# Solution key: the closed-shell Hartree–Fock gradient and the energy-weighted density matrix

## Premises and conventions

1. The nuclei are clamped, the Hamiltonian is nonrelativistic, and the electronic temperature is 0 K: $n$ spatial orbitals are doubly occupied.
2. The orbitals are expanded in $K$ real, linearly independent functions $\phi_\mu(\mathbf r;x)$ that depend differentiably on a parameter $x$, such as a nuclear coordinate: $\psi_i=\sum_\mu C_{\mu i}\phi_\mu$ with real coefficients. The occupied columns form the $K\times n$ matrix $\mathbf C_o$, and a dagger is therefore a transpose.
3. The occupied orbitals are orthonormal at every $x$: $\mathbf C_o^T\mathbf S\,\mathbf C_o=\mathbf 1$, with $S_{\mu\nu}=\langle\phi_\mu|\phi_\nu\rangle$.
4. The energy is stationary under all variations of $\mathbf C_o$ that respect premise 3, and the stationary solution follows $x$ differentiably.

Formulas are in atomic units, $E_h=27.211$ eV and $a_0=0.52918$ Å; results are given in eV and Å. The integrals are $h_{\mu\nu}=\langle\phi_\mu|\hat h|\phi_\nu\rangle$ (kinetic energy plus nuclear attraction) and $(\mu\nu|\lambda\sigma)=\iint\phi_\mu(1)\phi_\nu(1)\,r_{12}^{-1}\phi_\lambda(2)\phi_\sigma(2)$, which for real functions is unchanged by $\mu\leftrightarrow\nu$, by $\lambda\leftrightarrow\sigma$ and by $\mu\nu\leftrightarrow\lambda\sigma$. A superscript $x$ is the total derivative with respect to $x$; on an integral it includes the change of both the operator and the basis functions.

## Part (a): the energy as a function of the density matrix

The energy of the closed-shell determinant is

$$E=2\sum_i h_{ii}+\sum_{ij}\left[2(ii|jj)-(ij|ij)\right]+V_{nn}.$$

Define $\mathbf P=2\mathbf C_o\mathbf C_o^T$, so that $\sum_iC_{\mu i}C_{\nu i}=\tfrac12P_{\mu\nu}$. Inserting the expansion gives $2\sum_ih_{ii}=\sum P_{\mu\nu}h_{\mu\nu}$, then $2\sum_{ij}(ii|jj)=\tfrac12\sum P_{\mu\nu}P_{\lambda\sigma}(\mu\nu|\lambda\sigma)$, and $\sum_{ij}(ij|ij)=\tfrac14\sum P_{\mu\lambda}P_{\nu\sigma}(\mu\nu|\lambda\sigma)$, because in the exchange integral orbital $i$ fills the first and third places. Hence

$$E=\sum_{\mu\nu}P_{\mu\nu}h_{\mu\nu}+\tfrac12\sum_{\mu\nu\lambda\sigma}\Gamma_{\mu\nu\lambda\sigma}(\mu\nu|\lambda\sigma)+V_{nn},\qquad \Gamma_{\mu\nu\lambda\sigma}=P_{\mu\nu}P_{\lambda\sigma}-\tfrac12P_{\mu\lambda}P_{\nu\sigma}.\tag{1}$$

Swapping the dummy labels $\nu\leftrightarrow\lambda$ in the exchange part writes the two-electron energy as $\tfrac12\operatorname{tr}\mathbf P\,\mathbf G[\mathbf P]$, where

$$G[\mathbf B]_{\mu\nu}=\sum_{\lambda\sigma}B_{\lambda\sigma}\left[(\mu\nu|\lambda\sigma)-\tfrac12(\mu\lambda|\nu\sigma)\right].$$

The map $\mathbf G$ is linear, and for symmetric $\mathbf A,\mathbf B$ it obeys $\operatorname{tr}\mathbf A\mathbf G[\mathbf B]=\operatorname{tr}\mathbf B\mathbf G[\mathbf A]$. To see this, rename $\mu\leftrightarrow\lambda$, $\nu\leftrightarrow\sigma$ in the left side: the Coulomb integral becomes $(\lambda\sigma|\mu\nu)=(\mu\nu|\lambda\sigma)$ and the exchange integral becomes $(\lambda\mu|\sigma\nu)=(\mu\lambda|\nu\sigma)$. At fixed integrals the two terms of the product rule are therefore equal, and they cancel the factor $\tfrac12$:

$$\delta E=\operatorname{tr}\mathbf F\,\delta\mathbf P,\qquad \mathbf F=\mathbf h+\mathbf G[\mathbf P].\tag{2}$$

$\mathbf F$ is symmetric, since $\mathbf P$ is.

## Part (b): the stationarity condition

With $\delta\mathbf P=2(\delta\mathbf C_o\mathbf C_o^T+\mathbf C_o\,\delta\mathbf C_o^T)$, cyclic invariance of the trace and the symmetry of $\mathbf F$ turn (2) into

$$\operatorname{tr}\mathbf F\,\delta\mathbf P=4\operatorname{tr}\mathbf C_o^T\mathbf F\,\delta\mathbf C_o.\tag{3}$$

Complete $\mathbf C_o$ with virtual columns $\mathbf C_v$ to a square matrix $\mathbf C$ with $\mathbf C^T\mathbf S\mathbf C=\mathbf 1$, which implies $\mathbf S\mathbf C\mathbf C^T=\mathbf 1$. The variation $\delta\mathbf C_o=\mathbf C_v\boldsymbol\kappa$ keeps premise 3 to first order for any $\boldsymbol\kappa$, since $\mathbf C_o^T\mathbf S\mathbf C_v=0$. Premise 4 and (3) then require

$$\mathbf C_v^T\mathbf F\mathbf C_o=0.\tag{4}$$

Inserting the identity,

$$\mathbf F\mathbf C_o=\mathbf S\left(\mathbf C_o\mathbf C_o^T+\mathbf C_v\mathbf C_v^T\right)\mathbf F\mathbf C_o=\mathbf S\mathbf C_o\boldsymbol\Lambda,\qquad \boldsymbol\Lambda=\mathbf C_o^T\mathbf F\mathbf C_o=\boldsymbol\Lambda^T.\tag{5}$$

An orthogonal rotation among the occupied orbitals leaves $\mathbf P$ and $\mathbf F$ unchanged and can make $\boldsymbol\Lambda$ diagonal, with entries $\varepsilon_i$; (5) is then the occupied part of the Roothaan–Hall equations. Keeping $\boldsymbol\Lambda$ general is useful, because canonical orbitals need not be differentiable where occupied levels are degenerate, while some smooth choice of $\mathbf C_o$ exists whenever $\mathbf P$ is smooth.

## Part (c): differentiating the energy

In (1) the parameter enters through the integrals, through $V_{nn}$ and through $\mathbf P$. The chain rule and (2) give

$$\frac{dE}{dx}=\sum P_{\mu\nu}h^x_{\mu\nu}+\tfrac12\sum\Gamma_{\mu\nu\lambda\sigma}(\mu\nu|\lambda\sigma)^x+V_{nn}^x+\operatorname{tr}\mathbf F\mathbf P^x.\tag{6}$$

The last term does not vanish by premise 4. Stationarity covers variations at fixed $\mathbf S$, whereas $\mathbf P^x$ also contains the change that keeps the orbitals orthonormal in the changing metric.

## Part (d): eliminating the density response

Expand the derivative of the coefficients in the complete set of columns:

$$\mathbf C_o^x=\mathbf C_o\mathbf M+\mathbf C_v\mathbf U,\qquad \mathbf M=\mathbf C_o^T\mathbf S\mathbf C_o^x.$$

Equation (3) with $\delta\to d/dx$ gives

$$\operatorname{tr}\mathbf F\mathbf P^x=4\operatorname{tr}\boldsymbol\Lambda\mathbf M+4\operatorname{tr}\left(\mathbf C_o^T\mathbf F\mathbf C_v\right)\mathbf U.\tag{7}$$

The occupied–virtual mixing $\mathbf U$, which would need the coupled-perturbed equations, multiplies the block that vanishes by (4). In the first term only the symmetric part of $\mathbf M$ survives, because $\operatorname{tr}\boldsymbol\Lambda\mathbf M=\operatorname{tr}\mathbf M^T\boldsymbol\Lambda^T=\operatorname{tr}\boldsymbol\Lambda\mathbf M^T$. That part is fixed by differentiating premise 3:

$$\mathbf M^T+\mathbf M+\mathbf C_o^T\mathbf S^x\mathbf C_o=0.\tag{8}$$

Therefore

$$\operatorname{tr}\mathbf F\mathbf P^x=2\operatorname{tr}\boldsymbol\Lambda\left(\mathbf M+\mathbf M^T\right)=-2\operatorname{tr}\mathbf C_o\boldsymbol\Lambda\mathbf C_o^T\mathbf S^x=-\operatorname{tr}\mathbf W\mathbf S^x,$$

which defines the energy-weighted density matrix

$$\mathbf W=2\mathbf C_o\boldsymbol\Lambda\mathbf C_o^T=2\sum_{i=1}^n\varepsilon_i\,\mathbf c_i\mathbf c_i^T.\tag{9}$$

The second form holds for canonical orbitals $\mathbf c_i$. Substituting the definition of $\boldsymbol\Lambda$,

$$\mathbf W=2\mathbf C_o\mathbf C_o^T\,\mathbf F\,\mathbf C_o\mathbf C_o^T=2\cdot\tfrac12\mathbf P\,\mathbf F\,\tfrac12\mathbf P=\tfrac12\mathbf P\mathbf F\mathbf P,\tag{10}$$

which shows that $\mathbf W$ does not depend on the choice of occupied orbitals.

## Part (e): result

$$\boxed{\frac{dE}{dx}=\sum_{\mu\nu}P_{\mu\nu}h^x_{\mu\nu}+\tfrac12\sum_{\mu\nu\lambda\sigma}\left[P_{\mu\nu}P_{\lambda\sigma}-\tfrac12P_{\mu\lambda}P_{\nu\sigma}\right](\mu\nu|\lambda\sigma)^x-\sum_{\mu\nu}W_{\mu\nu}S^x_{\mu\nu}+V^x_{nn}}\tag{11}$$

Only the converged $\mathbf P$ and $\mathbf W$ and the derivative integrals appear; no orbital response is needed. The force conjugate to $x$ is $-dE/dx$.

## Part (f): Hellmann–Feynman and Pulay parts

Split $h^x_{\mu\nu}=\langle\phi_\mu|\hat h^x|\phi_\nu\rangle+\langle\phi^x_\mu|\hat h|\phi_\nu\rangle+\langle\phi_\mu|\hat h|\phi^x_\nu\rangle$. The first piece together with $V_{nn}^x$ is the Hellmann–Feynman term. The operator $r_{12}^{-1}$ does not depend on $x$, so $(\mu\nu|\lambda\sigma)^x$ is a sum of four terms, each with one differentiated function. Both $\Gamma$ and the integral are unchanged by the joint swap $\mu\leftrightarrow\nu,\ \lambda\leftrightarrow\sigma$ and by $\mu\nu\leftrightarrow\lambda\sigma$, and these operations carry any place into the first, so the four terms contribute equally: $2\sum\Gamma_{\mu\nu\lambda\sigma}(\mu^x\nu|\lambda\sigma)$. Added to $2\sum P_{\mu\nu}\langle\phi_\mu^x|\hat h|\phi_\nu\rangle$, this is $2\sum P_{\mu\nu}\langle\phi_\mu^x|\hat f|\phi_\nu\rangle$, with $\hat f$ the Fock operator built from $\mathbf P$. The overlap term is $-2\sum W_{\mu\nu}\langle\phi^x_\mu|\phi_\nu\rangle$. With $\tilde\psi_i=\sum_\mu C_{\mu i}\phi^x_\mu$ and canonical orbitals,

$$\frac{dE}{dx}=\sum P_{\mu\nu}\langle\phi_\mu|\hat h^x|\phi_\nu\rangle+V^x_{nn}+4\sum_i\langle\tilde\psi_i|\hat f-\varepsilon_i|\psi_i\rangle.\tag{12}$$

The last sum is the Pulay term (Pulay, 1969). By (5) the residual $(\hat f-\varepsilon_i)\psi_i$ is orthogonal to every basis function. The Pulay term therefore vanishes if the basis does not move, if each $\tilde\psi_i$ lies in the span of the basis, or if the residual itself is zero, as at the basis-set limit.

## Part (g): range of validity

- **Convergence.** If (4) holds only approximately, the second term of (7), $4\sum_{ia}F_{ai}U_{ai}$, is missing from (11). It is of first order in the residual $F_{ai}$, whereas the energy departs from its stationary value only in second order, so gradients need tighter convergence than energies.
- **Smooth branch.** Any stationary solution qualifies, not only the lowest. Differentiability can fail where the orbital Hessian is singular, and the gradient of the lowest energy jumps where two solutions cross.
- **Occupations.** They are fixed at 2 and 0. Open-shell determinants need their own $\Gamma$ and $\mathbf W$.
- **Basis.** $\mathbf S$ is nonsingular and the functions are real. Exponents and contraction coefficients are fixed; if they are made to depend on $x$, that dependence belongs in the derivative integrals.
- **Order and method.** Second derivatives need $\mathbf U$. An energy that is not stationary in the orbitals, such as second-order Møller–Plesset theory, retains a response term already in the gradient.
- **Meaning.** Equation (11) is the exact slope of the finite-basis Hartree–Fock energy. It inherits the basis-set limitation and the neglect of correlation.

## Part (h): H$_2$ in STO-3G at 1.4 bohr

For H$_2$, the active component of forming-gas anneals, take $x=R$ at $1.4\,a_0=0.7408$ Å. Each atom carries one function $\phi=\sum_kd_k(2\alpha_k/\pi)^{3/4}e^{-\alpha_kr^2}$. The given inputs are $\alpha_k=3.42525091,\ 0.62391373,\ 0.16885540\ a_0^{-2}$ and $d_k=0.15432897,\ 0.53532814,\ 0.44463454$.

**Integrals.** The product of normalised primitives with exponents $\alpha$ and $\beta$ on centres a distance $D$ apart is a unit Gaussian charge of exponent $p=\alpha+\beta$, centred a distance $\beta D/p$ from the first centre, times the weight

$$s=\left(\frac{2\sqrt{\alpha\beta}}{p}\right)^{3/2}e^{-mD^2},\qquad m=\frac{\alpha\beta}{p}.$$

The overlap is $s$ and the kinetic integral is $s\,m(3-2mD^2)$. Two unit Gaussian charges with exponents $p,q$ at distance $L$ repel with energy $2\sqrt{\rho/\pi}\,F_0(\rho L^2)$, where $\rho=pq/(p+q)$ and $F_k(T)=\int_0^1u^{2k}e^{-Tu^2}du$; a proton is the limit $q\to\infty$, $\rho=p$, with a minus sign for attraction. Derivatives follow from $ds/dR=-2mRs$ for two-centre products, from $F_0'=-F_1$, and from the fact that every $L$ is a fixed multiple of $R$. Contracting with the $d_k$ and converting with $E_h/a_0=51.42$ eV/Å gives the table. All later numbers are carried from unrounded entries.

| integral | value | $d/dR$ |
|---|---|---|
| $S_{12}$ | 0.6593 | $-0.6543$ Å$^{-1}$ |
| $h_{11}=h_{22}$ | $-30.49$ eV | 17.65 eV/Å |
| $h_{12}$ | $-26.08$ eV | 31.94 eV/Å |
| $a=(11\vert11)$ | 21.08 eV | 0 |
| $b=(11\vert22)$ | 15.50 eV | $-10.23$ eV/Å |
| $c=(21\vert11)$ | 12.08 eV | $-15.51$ eV/Å |
| $d=(21\vert21)$ | 8.08 eV | $-18.02$ eV/Å |

**Density matrices.** Inversion symmetry fixes the occupied orbital as $(\phi_1+\phi_2)/\sqrt{2(1+S)}$ with $S=S_{12}$, so all four elements of $\mathbf P$ equal $P=1/(1+S)=0.6027$. The definition of $\mathbf G$ gives

$$F_{11}=h_{11}+P\left(\tfrac12a+b+c-\tfrac12d\right)=-9.95\ \text{eV},\qquad F_{12}=h_{12}+P\left(c+\tfrac32d-\tfrac12b\right)=-16.16\ \text{eV}.$$

Then $\varepsilon=(F_{11}+F_{12})/(1+S)=-15.73$ eV. By (9) every element of $\mathbf W$ is $W=\varepsilon P=-9.48$ eV, and (10) gives the same element, $\tfrac12P^2(2F_{11}+2F_{12})$. Every element of $\Gamma$ is $\tfrac12P^2$, and the sixteen two-electron integrals add up to $\Sigma=2a+2b+8c+4d$. The total energy from (1) is $-30.39$ eV.

**Gradient.** A prime denotes $d/dR$; the one-centre overlaps do not change.

| term of (11) | expression | eV/Å |
|---|---|---|
| one-electron | $2P(h_{11}'+h_{12}')$ | 59.78 |
| two-electron | $\tfrac14P^2(2b'+8c'+4d')$ | $-19.67$ |
| overlap | $-2WS'$ | $-12.41$ |
| nuclear | $-1/R^2$ | $-26.24$ |
| total | $dE/dR$ | 1.46 |

**Direct confirmation.** Here the energy is known in closed form,

$$E=\frac{2(h_{11}+h_{12})}{1+S}+\frac{\Sigma}{4(1+S)^2}+\frac1R .$$

Its derivatives through $h$, $\Sigma$ and $1/R$ are the first, second and fourth rows. Through $S$,

$$\frac{\partial E}{\partial S}=-\frac{2}{1+S}\left[\frac{h_{11}+h_{12}}{1+S}+\frac{\Sigma}{4(1+S)^2}\right]=-2P\varepsilon=-2W,$$

because the bracket equals $(F_{11}+F_{12})/(1+S)$: the two-electron parts of $F_{11}+F_{12}$ add up to $P\Sigma/4$. This is the third row. Leaving that row out would give 13.87 eV/Å in place of 1.46 eV/Å.

**Hellmann–Feynman part.** Move proton 2 along the axis with both functions held fixed. The attraction to $\phi_1^2$ changes by $h_{11}'=17.65$ eV/Å, that to $\phi_1\phi_2$ by 10.82 eV/Å, and that to the spherical $\phi_2^2$ not at all. The electronic part is $P(17.65+2\times10.82)=23.68$ eV/Å, and with the nuclear term the Hellmann–Feynman slope is $-2.56$ eV/Å. It has the opposite sign to the full gradient. The Pulay term of (12) is the remaining 4.02 eV/Å; it is large because the derivative of $\phi_2$ with respect to its centre is a $p$-type function, since $\partial_Xe^{-\alpha(z-X)^2}=2\alpha(z-X)e^{-\alpha(z-X)^2}$, and the minimal basis holds no such function.

**Reading the number.** The slope $+1.46$ eV/Å belongs to the model, not to the molecule. It pulls the protons together, towards the zero of (11) at the model's bond length of 0.712 Å. The typical equilibrium bond length of H$_2$ is about 0.74 Å, so the slope of the real molecule at 0.7408 Å is close to zero: the model places its minimum roughly 0.03 Å too short, and essentially the whole computed contracting force reflects that shift.